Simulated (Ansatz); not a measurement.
**Ligand exchange: C5H9AlO2 + Mo(CH3)(OH)O2 → C4H7AlO3 + Mo(CH3)2O2**

Species: C5H9AlO2 `[CH3][Al-]1([CH3])[O]C=CC=[O+]1`, singlet; Mo(CH3)(OH)O2, singlet; C4H7AlO3 `[CH3][Al-]1([OH])[O]C=CC=[O+]1`, singlet; Mo(CH3)2O2, singlet. The partners trade CH3 for OH: Al–CH3 and Mo–OH bonds give way to Al–OH and Mo–CH3.

Shapes, held fixed at every level: PBE0-D4/def2-TZVP. Flexible molecules stand in one conformer, not always the lowest. Programs: Ansatz 0.2.0. Electronic energies: no zero-point or thermal term.

| level | kind | ΔE (kJ/mol) | less CCSD(T)/def2-TZVPP |
| --- | --- | --- | --- |
| PBE-D4/def2-TZVPP | GGA | -11.6 | +13.4 |
| BHLYP-D4/def2-TZVPP | global hybrid | -24.0 | +1.0 |
| r2SCAN0-D4/def2-TZVPP | global hybrid | -21.3 | +3.7 |
| wB97X-V/def2-TZVPP | range-separated hybrid | -14.9 | +10.1 |
| B2PLYP/def2-TZVPP | double hybrid | -21.3 | +3.7 |
| MP2/def2-SVP | perturbation theory | -16.5 | +8.5 |
| CCSD(T)/def2-SVP | coupled cluster or CI | -15.0 | +10.0 |
| CCSD(T)/def2-TZVPP | coupled cluster or CI | -25.0 | 0.0 |

The highest level, CCSD(T)/def2-TZVPP, gives ΔE = -25.0 kJ/mol; the levels span -25.0 to -11.6. The column of differences is taken from that level and isn't an error. No measured value is set beside it here. T1 is large for Mo(CH3)(OH)O2 (0.025), Mo(CH3)2O2 (0.025), so single-reference values are less sure there. For atoms past krypton def2 sets carry core potentials with scalar relativity. Outer-core shells of Mo are correlated in most correlated rows, in sets that cover them unevenly.

Every level places hydroxide on aluminium and methyl on molybdenum, so the direction of the exchange is better supported than its size. The preference probably reflects the strongly polar Al–O bond: aluminium is electropositive and hard, and gains much when carbon gives way to the more electronegative oxygen. Mo(VI) is oxophilic too, but its two oxo ligands already donate strongly into the empty d orbitals, which should weaken the π donation available from hydroxide and make its replacement by a purely σ-donating methyl less costly.

Enlarging the basis moves CCSD(T) from -15.0 to -25.0 kJ/mol, a shift comparable to much of the spread among the functionals. MP2 lies close to CCSD(T) in the smaller basis, so its distance from the highest level says more about the basis than about missing higher-order correlation. The close match of BHLYP may likewise owe something to cancelling errors. The exchange energy fixes only the difference between the two metals' preferences, not the strength of any single bond.
